Appendix: Condensate number fluctuations of the ideal Bose gas at fixed N

A.1 Premises and notation

(P1) N identical spinless bosons do not interact. A many-body eigenstate is fixed by occupation numbers n_j = 0, 1, 2, ... of the one-particle levels ε_j, and every set {n_j} occurs once.
(P2) The lowest level j = 0 is non-degenerate and energies are counted from it, ε_0 = 0. The total energy E = Σ n_j ε_j is then carried by the excited atoms alone.
(P3) The gas is in equilibrium: every Fock state allowed by the constraints has equal weight (microcanonical, N and E fixed) or weight exp(−βE) (canonical, N and T fixed), with β = 1/kT and k the Boltzmann constant.

N0 = n_0 is the condensate number and M = Σ_{j>0} n_j the number of excited atoms. For the isotropic trap of angular frequency ω the levels are nħω with degeneracy g_n = (n+1)(n+2)/2. We write τ = kT/ħω, b = 1/τ, and express E in units of ħω. ζ is the Riemann zeta function, γ Euler's constant, and g_s(z) = Σ_{l≥1} z^l/l^s.

A.2 Grand-canonical reference

With fugacity z the weight Π_j (z e^{−βε_j})^{n_j} factorises, so each n_j is an independent geometric variable, P(n) = (1−x)x^n with x = z e^{−βε_j}. From Σ x^n = 1/(1−x) and the operator x d/dx applied once and twice to −ln(1−x),

⟨n⟩ = x/(1−x),  Var n = x/(1−x)² = ⟨n⟩(⟨n⟩+1).  (1)

For j = 0 this gives Var N0 = ⟨N0⟩(⟨N0⟩+1): the standard deviation is as large as the condensate itself. N0 is independent of M in this ensemble, so the fluctuation is an exchange of atoms with the external reservoir. It says nothing about a closed sample.

A.3 Fixed N: the condensate as reservoir

At fixed N, N0 = N − M, hence Var N0 = Var M. Once the excited occupations are chosen with M ≤ N, n_0 is determined, and by (P2) it adds no energy. The canonical partition function is therefore exactly

Z_N = Σ_{M=0}^{N} Q_M,  P_N(M) = Q_M/Z_N for 0 ≤ M ≤ N,  (2)

where Q_M is the partition function of M atoms restricted to the levels j > 0. Q_M does not depend on N, and its generating function is

Ξ(α,β) = Σ_M Q_M e^{αM} = Π_{j>0} (1 − e^{α−βε_j})^{−1},  (3)

which converges for α < βε_1. The point α = 0 lies inside this domain because the spectrum of a finite system has a gap. Thus P_∞(M) = Q_M/Ξ(0,β) is a normalised distribution, namely that of a sum of independent geometric variables at fugacity one, and (2) states that the canonical distribution is P_∞ cut off at M = N and renormalised. The excited levels behave as a grand-canonical system with μ = ε_0, the condensate being their particle reservoir.

The cut is the only approximation, and it can be bounded. For 0 < t < βε_1, e^{t(M−N)} ≥ 1 on the tail M > N, so

P_∞(M > N) ≤ exp[ln Ξ(t,β) − ln Ξ(0,β) − tN].  (4)

Define the cumulants of P_∞ as derivatives of ln Ξ at α = 0:

κ_N = ∂_α ln Ξ, κ_NN = ∂_α² ln Ξ, κ_NE = −∂_α∂_β ln Ξ, κ_EE = ∂_β² ln Ξ.

For small t the exponent in (4) is −t(N − κ_N) + t²κ_NN/2 + .... Its minimum, at t = (N − κ_N)/κ_NN, is −(N − κ_N)²/(2κ_NN) as long as that t is small against βε_1; for a larger condensate t is held at a fraction of βε_1 and the exponent decreases linearly with N − κ_N. The tail contributions to ⟨M⟩ and ⟨M²⟩ obey bounds with the same exponential, since M and M² times e^{tM} sum to derivatives of Ξ at α = t. Hence, when N − κ_N ≫ √κ_NN, up to exponentially small terms,

⟨N0⟩ = N − κ_N,  Var N0 (canonical) = κ_NN = Σ_{j>0} n̄_j(n̄_j+1),  n̄_j = 1/(e^{βε_j} − 1).  (5)

The variance depends on T and on the spectrum, and not on N.

A.4 Canonical variance in the harmonic trap

Expanding the logarithm of (3),

ln Ξ = Σ_{l≥1} (e^{lα}/l) q_l,  q_l = Σ_{n≥1} g_n e^{−lnb} = (1 − e^{−lb})^{−3} − 1,  (6)

so κ_N = Σ q_l and κ_NN = Σ l q_l. For lb ≪ 1, q_l ≈ (τ/l)³, and both sums converge with this form:

κ_N ≈ ζ(3)τ³,  Var N0 (canonical) ≈ ζ(2)(kT/ħω)³,  ζ(2) = π²/6 = 1.6449.  (7)

This is the result of Politzer (1996). Setting κ_N = N defines kT_c0 = ħω[N/ζ(3)]^{1/3}, and (7) becomes Var N0 = [ζ(2)/ζ(3)] N (T/T_c0)³: the fluctuation is normal, with variance proportional to N at fixed T/T_c0. For an anisotropic trap the cube in (6) is replaced by Π_i (1 − e^{−lβħω_i})^{−1}, and (7) holds with ω the geometric mean (ω_x ω_y ω_z)^{1/3}, provided kT ≫ ħω_i for all three axes.

The corrections follow from the Mellin representation e^{−x} = (1/2πi)∫ ds Γ(s) x^{−s}, taken along a vertical line far enough to the right that all sums converge absolutely. With g_n = n²/2 + 3n/2 + 1 the sum over n gives

G(s) = Σ g_n n^{−s} = ζ(s−2)/2 + 3ζ(s−1)/2 + ζ(s),

with simple poles at s = 3, 2, 1 of residues 1/2, 3/2, 1. The sum over l gives one more zeta function, and each −∂_b turns Γ(s)τ^s into Γ(s+1)τ^{s+1}. The integrands are

κ_N: Γ(s)ζ(s)G(s)τ^s,  κ_NN: Γ(s)ζ(s−1)G(s)τ^s,
κ_NE: Γ(s+1)ζ(s)G(s)τ^{s+1},  κ_EE: Γ(s+2)ζ(s+1)G(s)τ^{s+2}.

Moving the line to the left collects residues in falling powers of τ. For κ_NN the pole at s = 3 gives Γ(3)ζ(2)τ³/2 = ζ(2)τ³. At s = 2 + δ one has ζ(1+δ) = 1/δ + γ + ..., Γ(2+δ) = 1 + (1−γ)δ + ... and τ^s = τ²(1 + δ ln τ + ...). The double pole (3/2)ζ(s−1)² contributes (3/2)(ln τ + 1 + γ)τ², and the simple pole contributes [ζ(0)/2 + ζ(2)]τ² with ζ(0) = −1/2. The pole at s = 1 gives ζ(0)τ, and the pole of Γ at s = 0 gives ζ(−1)G(0), with ζ(−1) = −1/12, ζ(−2) = 0 and G(0) = −5/8. In κ_N and κ_NE the double pole sits at s = 1, where ζ(−1)/2 + 3ζ(0)/2 = −19/24 accompanies it. The results are

κ_N = ζ(3)τ³ + (3/2)ζ(2)τ² + τ(ln τ + γ − 19/24) + 5/16 + ...
κ_NN = ζ(2)τ³ + τ²[(3/2)ln τ + C] − τ/2 + 5/96 + ...,  C = 3γ/2 + 5/4 + ζ(2) = 3.7608
κ_NE = 3ζ(3)τ⁴ + 3ζ(2)τ³ + τ²(ln τ + γ + 5/24) + O(1)
κ_EE = 12ζ(4)τ⁵ + 9ζ(3)τ⁴ + 2ζ(2)τ³ − (5/8)τ² + O(1).  (8)

The relative correction to (7) falls only as (ln τ)/τ, that is as N^{−1/3} ln N at fixed T/T_c0.

A.5 Microcanonical variance

Let W(M,E) be the number of ways to place M atoms in excited levels with total energy E. The argument that led to (2) gives P_N(M|E) = W(M,E)/Σ_{M≤N} W(M,E). Remove the cut again and define Y(α,E) = Σ_M W(M,E)e^{αM}, a finite sum since M ≤ E. This is the ensemble in which the excited atoms exchange particles but no energy with the condensate (Navez and co-workers, 1997). It equals P_∞ conditioned on E, so the discarded tail obeys

P(M > N | E) ≤ P_∞(M > N)/P_∞(E),  P_∞(E) ≈ (2πκ_EE)^{−1/2}  (9)

when β is chosen such that E is the mean energy. The denominator is a power of τ and cannot undo the exponential in (4). Therefore Var N0 = ∂_α² ln Y at α = 0 and fixed E.

Since Ξ = Σ_E Y e^{−bE} with integer E, Fourier inversion gives

Y(α,E) = (1/2π)∫_{−π}^{π} dy exp[(b+iy)E + ln Ξ(α, b+iy)]  (10)

for any b > max(α, 0). Choose b = b*(α,E) as the saddle point, ∂_b ln Ξ = −E; at α = 0 this defines the temperature assigned to the energy E. In (6) every term satisfies Re q_l(b+iy) ≤ q_l(b), and the l = 1 term alone drops by about τ³ once |y| ≫ b. The integrand is thus confined to the neighbourhood of y = 0, where it is exp(−κ_EE y²/2), of width about τ^{−5/2} ≪ b. Then

ln Y = Φ − (1/2)ln(2πκ_EE) + O(τ^{−3}),  Φ = b*E + ln Ξ(α,b*).  (11)

Because Φ is stationary in b, dΦ/dα = ∂_α ln Ξ. Differentiating the saddle condition at fixed E gives −κ_NE + κ_EE db*/dα = 0. Hence d²Φ/dα² = κ_NN − κ_NE db*/dα, or

Var N0 (microcanonical) = κ_NN − κ_NE²/κ_EE + O(1).  (12)

The subtracted term is the part of the canonical variance that is correlated with energy exchange with the heat bath. Only the energy had to be Gaussian; no such assumption was made for M.

At leading order ln Ξ = g_4(e^α)τ³, the saddle condition reads E = 3g_4τ⁴, and Φ = 4g_4τ³ = 4(E/3)^{3/4} g_4^{1/4}. Using ∂_α g_s = g_{s−1},

∂_α²Φ = (E/3)^{3/4}[g_4^{−3/4} g_2 − (3/4) g_4^{−7/4} g_3²],

and with (E/3)^{3/4} = g_4^{3/4}τ³ at α = 0,

Var N0 (microcanonical) ≈ [ζ(2) − 3ζ(3)²/(4ζ(4))](kT/ħω)³ = (1.6449 − 1.0013)τ³ = 0.6437τ³,  (13)

where the last figure comes from the unrounded difference. The leading terms of (8) inserted into (12) give the same: 9ζ(3)²τ⁸/(12ζ(4)τ⁵) = 3ζ(3)²τ³/(4ζ(4)). The ratio of (13) to (7) is 0.39 and stays there as N → ∞, so the two ensembles differ in this variance even in the thermodynamic limit. The O(1) term in (12) comes from the logarithm in (11): at fixed E, κ_EE = 12g_4τ⁵ ∝ g_4^{−1/4}, so the logarithm contributes (1/8)ln g_4, whose second derivative is (1/8)[ζ(2)/ζ(4) − ζ(3)²/ζ(4)²] = 0.036 at large τ. In an anisotropic trap E is fixed within a narrow window and the integral (10) runs along the whole line; (12) and (13) keep their form.

A.6 The box

In a cube of side L and volume V = L³ with periodic boundary conditions, βε = A|ν|² with ν a vector of three integers and A = βħ²(2π/L)²/(2m) = πλ²/L², where λ² = 2πħ²/(mkT). Replacing the sum in (5) by an integral fails, since n̄² ∝ p^{−4} makes ∫d³p n̄² diverge at small momentum p: the lowest modes dominate. The Mellin integrand of κ_NN is Γ(s)ζ(s−1)Z(s)A^{−s} with Z(s) = Σ_{ν≠0}|ν|^{−2s}. Comparison with ∫4πr²dr r^{−2s} shows that Z has a pole at s = 3/2 with residue 2π = π^{3/2}/Γ(3/2). The rightmost pole is now that of ζ(s−1) at s = 2:

κ_NN = Z(2)/A² + ζ(1/2)(π/A)^{3/2} + O(1) = [Z(2)/π²](L/λ)⁴ + ζ(1/2)(L/λ)³ + O(1),  (14)

with ζ(1/2) = −1.460. To evaluate Z(2), write π^{−2}Z(2) = ∫_0^∞ u[θ(u)³ − 1]du with θ(u) = Σ_n exp(−πn²u), and map u < 1 onto u > 1 by the Poisson identity θ(1/u) = √u θ(u). This gives π^{−2}Z(2) = 3/2 + ∫_1^∞ (u + u^{−3/2})(θ³ − 1)du = 1.675, or Z(2) = 16.53. The leading term is

Var N0 ≈ Z(2)[mk/(2π²ħ²)]² T² V^{4/3}.  (15)

The variance grows faster than V, and its coefficient, being set by the lowest levels, changes with the shape of the box and the boundary conditions. The cumulants in the subtraction of (12) are extensive: ln Ξ = g_{5/2}(e^α)V/λ³ ∝ β^{−3/2} gives κ_NE = (3/2)ζ(3/2)kT V/λ³ and κ_EE = (15/4)ζ(5/2)(kT)²V/λ³, so κ_NE²/κ_EE = (3/5)[ζ(3/2)²/ζ(5/2)]V/λ³ = 3.05 V/λ³. This is smaller than (15) by a factor of order λ/L. In the box the canonical and microcanonical variances agree at leading order.

A.7 Range of validity

(i) Equations (5) and (12) need ⟨N0⟩ ≫ √κ_NN. In the trap κ_N varies as T³ and √κ_NN is of order √N near the transition, so a window of relative width a few times N^{−1/2} below the transition is excluded. There the cut in (2) matters and the variance turns over.
(ii) Equations (7) and (13) need in addition kT ≫ ħω_i on every axis. The series (8), or the level sums themselves, should be used when (ln τ)/τ is not negligible. Equation (5) has no lower temperature limit; (12) needs E ≫ ħω. Equation (15) needs L ≫ λ.
(iii) Which of (7) and (13) applies depends on whether the members of the ensemble share T or E. Any spread of N, T or E between preparations adds to the variance and is not part of it.
(iv) Interactions must be negligible for the modes that dominate the sum. In the box these are the lowest modes, and a weak repulsion changes the leading coefficient. With μ = gn_0 (g the contact coupling, n_0 the condensate density) the Bogoliubov energy of the pair ±p, for classical amplitudes a_±, is (ε+μ)(|a_+|² + |a_−|²) + μ(a_+a_− + c.c.) = (ε+2μ)|u|² + ε|w|², with u, w = (a_+ ± a_−*)/√2 and |u|² + |w|² = |a_+|² + |a_−|². The intensities |u|² and |w|² are independent and exponentially distributed, so the pair contributes (kT)²[(ε+2μ)^{−2} + ε^{−2}] in place of 2(kT/ε)². For μ ≫ ε_1 the coefficient in (15) is halved (Giorgini, Pitaevskii and Stringari, 1998). In the trap the modes up to kT give the normal τ³ term, for which the relevant parameter is η = μ/kT, estimated below. The variance has a second condition. For μ ≫ ħω the condensate has the Thomas–Fermi radius R, with R² = 2μ/(mω²), and the energies of the gapless w branch start on the scale ħ²/(2mR²) = (ħω)²/(4μ). As in the box, these modes add an anomalous term of order τ²(μ/ħω)² = η²τ⁴, which grows as N^{4/3} at fixed T/T_c0 and η (the same authors treat this case); relative to τ³ it scales as η²τ. The three dipole modes show its size. A phase factor e^{iqz} costs the energy N0ħ²q²/2m and removes N0q²⟨z²⟩ atoms from the static condensate mode, with ⟨z²⟩ = R²/7. Since q is Gaussian with N0ħ²⟨q²⟩/2m = kT/2, the number removed has mean (2/7)τμ/ħω and a variance of twice the mean squared, so the three axes give (24/49)τ²(μ/ħω)².

A.8 Illustration: 10⁴ atoms of Sr-84

Sr-84 has a ¹S₀ ground state and zero nuclear spin, so it is spinless as (P1) requires. The inputs are N = 10⁴, an assumed isotropic trap with ω/2π = 100 Hz, and τ = 10. Then ħω = 4.136×10⁻¹³ eV, ħω/k = 4.80 nK, kT_c0/ħω = 20.26, T_c0 = 97.2 nK, and T = 48.0 nK (kT = 4.136×10⁻¹² eV, T/T_c0 = 0.49).

The level sums, which (8) reproduces to all digits shown, give κ_N = 1470, mean energy 3.62×10⁴ ħω, κ_NN = 2361, κ_NE = 41305 ħω and κ_EE = 1.4102×10⁶ (ħω)², so κ_NE²/κ_EE = 1210. The differences below are taken before rounding.

quantity | leading order, (7) and (13) | level sums, (5) and (12)
⟨M⟩ | 1202 | 1470
⟨N0⟩ | 8798 | 8530
canonical variance | 1645 | 2361
canonical standard deviation | 40.6 | 48.6
microcanonical variance | 644 | 1152
microcanonical standard deviation | 25.4 | 33.9
microcanonical/canonical variance | 0.39 | 0.49

The cut is irrelevant here: with t = b/2, (4) has the exponent 76.8 − 500 ≈ −423, and the denominator in (9) raises it by only 8.0. The finite-size terms are not irrelevant. The τ² term of κ_NN is 721, and the level sums exceed the leading formulas by 44 per cent (canonical) and 79 per cent (microcanonical) in the variance. The relative fluctuations of N0 are 0.57 and 0.40 per cent. Grand-canonically, z = ⟨N0⟩/(⟨N0⟩+1) lowers ⟨M⟩ by only κ_NN/(⟨N0⟩+1) = 0.28 atom, yet (1) gives a variance of 7.28×10⁷. The condition κ_N = N is met at τ = 19.6 (93.9 nK), where √κ_NN = 124; requiring ⟨N0⟩ ≥ 5√κ_NN excludes roughly the last 2 per cent in temperature below this point.

These are numbers of the ideal-gas model, and the neglected interaction is not small for this isotope. Take as approximate inputs the mass 83.913 u and a scattering length a of 123 Bohr radii, 6.51 nm, with g = 4πħ²a/m. The oscillator length is a_ho = √(ħ/mω) = 1098 nm and ⟨N0⟩a/a_ho = 51, so the condensate has the Thomas–Fermi profile gn_0 = μ − V(r) where this is positive, V(r) = mω²r²/2. Normalising it to ⟨N0⟩ = 8530 gives μ = (ħω/2)(15⟨N0⟩a/a_ho)^{2/5} = 7.1 ħω, or η = μ/kT = 0.71. At fixed N and τ this ratio scales as ω^{1/5}, so a trap a hundred times softer lowers it only by a factor of 2.5.

A size estimate follows from letting the excited atoms move semiclassically in the frozen Hartree–Fock potential V + 2gn_0 − μ = |V − μ|. With v = V/kT one has d³r/λ³ = τ³(2/√π)√v dv, and

⟨M⟩ = τ³(2/√π)∫_0^∞ √v g_{3/2}(e^{−|v−η|})dv,  Var M = τ³(2/√π)∫_0^∞ √v g_{1/2}(e^{−|v−η|})dv,

which reduce to (7) at η = 0. At η = 0.71 they are 2.0 and 2.9 times the values (7), a factor of 1.7 in the standard deviation. The estimate is crude and omits two effects of opposite sign. The negative feedback by which a surplus of excited atoms lowers N0 and μ reduces the result. The pairing of (iv) inside the condensate raises it: a pair ±p contributes (kT)²[ε^{−2} + (ε+2gn_0)^{−2}] to Var M in place of the Hartree–Fock 2(kT)²/(ε+gn_0)², which is more by convexity, and likewise 1/ε + 1/(ε+2gn_0) > 2/(ε+gn_0) for ⟨M⟩. Here η²τ = 5.0, and the dipole part of the anomalous term alone is 2.5×10³, as large as the ideal canonical variance. Together these estimates indicate that a real Sr-84 gas in this trap at 48 nK holds about twice as many excited atoms as the ideal gas, and that its canonical standard deviation lies above the ideal value by some tens of per cent up to a factor of about two. The ideal-gas model gives a standard deviation of N0 of about 49 atoms at fixed T and 34 atoms at fixed E, against about 8530 grand-canonically. The interaction changes the first two by factors of order one and the third far more, because repulsion gives the condensate a finite compressibility. With the Thomas–Fermi N0 ∝ μ^{5/2} the grand-canonical variance is about kT ∂N0/∂μ = (5/2)⟨N0⟩/η = 3.0×10⁴, a standard deviation of about 173 atoms, so the gap of two orders of magnitude belongs to the ideal-gas model and shrinks to a factor of a few in the interacting gas.